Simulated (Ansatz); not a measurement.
A series in volume scale on Sn

All results are calculated (Ansatz 0.2.0). Plane-wave DFT, scalar-relativistic PAW made under PBE with cores redone for the functional, no dispersion; the given relaxed cell is scaled uniformly, energy at zero smearing counts from the unscaled cell, pressure at the given Fermi-Dirac smearing is positive in compression.

The cell before it is scaled or strained (space group Fd-3m, No. 227):
```
Sn
1.0
      0.0000     3.2381     3.2381
      3.2381     0.0000     3.2381
      3.2381     3.2381     0.0000
Sn
2
Direct
  0.50000 0.50000 0.50000
  0.75000 0.75000 0.75000
```

Settings of every row: spin polarised no; functional LDA; wave cutoff 420 eV; smearing width 0.1 eV; k mesh 14x14x14.

Atom starting moment: 0 on all atoms.

| row | volume scale | V (Å³/atom) | energy change per atom (meV) | pressure (GPa) |
| --- | --- | --- | --- | --- |
| 1 | 0.88 | 29.878 | 85.84 | 7.74 |
| 2 | 0.92 | 31.236 | 34.57 | 4.52 |
| 3 | 0.96 | 32.594 | ? | ? |
| 4 | 1.04 | 35.311 | 7.55 | -1.63 |
| 5 | 1.08 | 36.669 | 27.15 | -2.88 |
| 6 | 1.12 | 38.027 | 56.26 | -3.88 |

Question: what energy change per atom and pressure should row 3 give?

Worked fit of energy change per atom. Take u = (V_r/V)^(2/3) − 1 with V_r = 35.311 Å³ an atom, which is twice the finite (Eulerian) strain; such expansions in the strain, on which the Birch-Murnaghan equation of state is built, carry the rest volume and the bulk modulus. The shown rows have u = 0.11782, 0.08518, 0, -0.02484, -0.0482. Least squares give energy change per atom = 7.157 − 536.77 × u + 10189.84 × u² meV; a straight line predicts inner rows, each left out in turn, worse (root mean square 29 against 1.1 meV). The rows lie off it by 0.47, -0.80, 0.39, 0.37, -0.44 (root mean square 0.52 meV). The withheld row has u = 0.05483, so the fit gives 7.157 − 536.77 × (0.05483) + 10189.84 × (0.05483)² = 8.36 meV.

The calculation gave 7.67 meV. The fit lies 0.69 meV (9 % of the value, 0.88 % of the column's range) above it; its largest miss of a shown row is 0.80 meV.

Worked fit of pressure. Take u = (V_r/V)^(2/3) − 1 with V_r = 35.311 Å³ an atom, which is twice the finite (Eulerian) strain; such expansions in the strain, on which the Birch-Murnaghan equation of state is built, carry the rest volume and the bulk modulus. The shown rows have u = 0.11782, 0.08518, 0, -0.02484, -0.0482. Least squares give pressure = −1.647 + 55.603 × u + 202.57 × u² GPa; a straight line predicts inner rows, each left out in turn, worse (root mean square 0.58 against 0.054 GPa). The rows lie off it by 0.02, -0.04, 0.02, 0.02, -0.02. The pressure vanishes at u = 0.0270, or V = 33.93 Å³ an atom, and there the bulk modulus at fixed shape and fractions is B = −V dP/dV = (2/3)(1 + u) dP/du = 45.5 GPa. The withheld row has u = 0.05483, so the fit gives −1.647 + 55.603 × (0.05483) + 202.57 × (0.05483)² = 2.01 GPa.

The calculation gave 1.97 GPa. The fit lies 0.04 GPa (2 % of the value, 0.34 % of the column's range) above it; its largest miss of a shown row is 0.04 GPa.
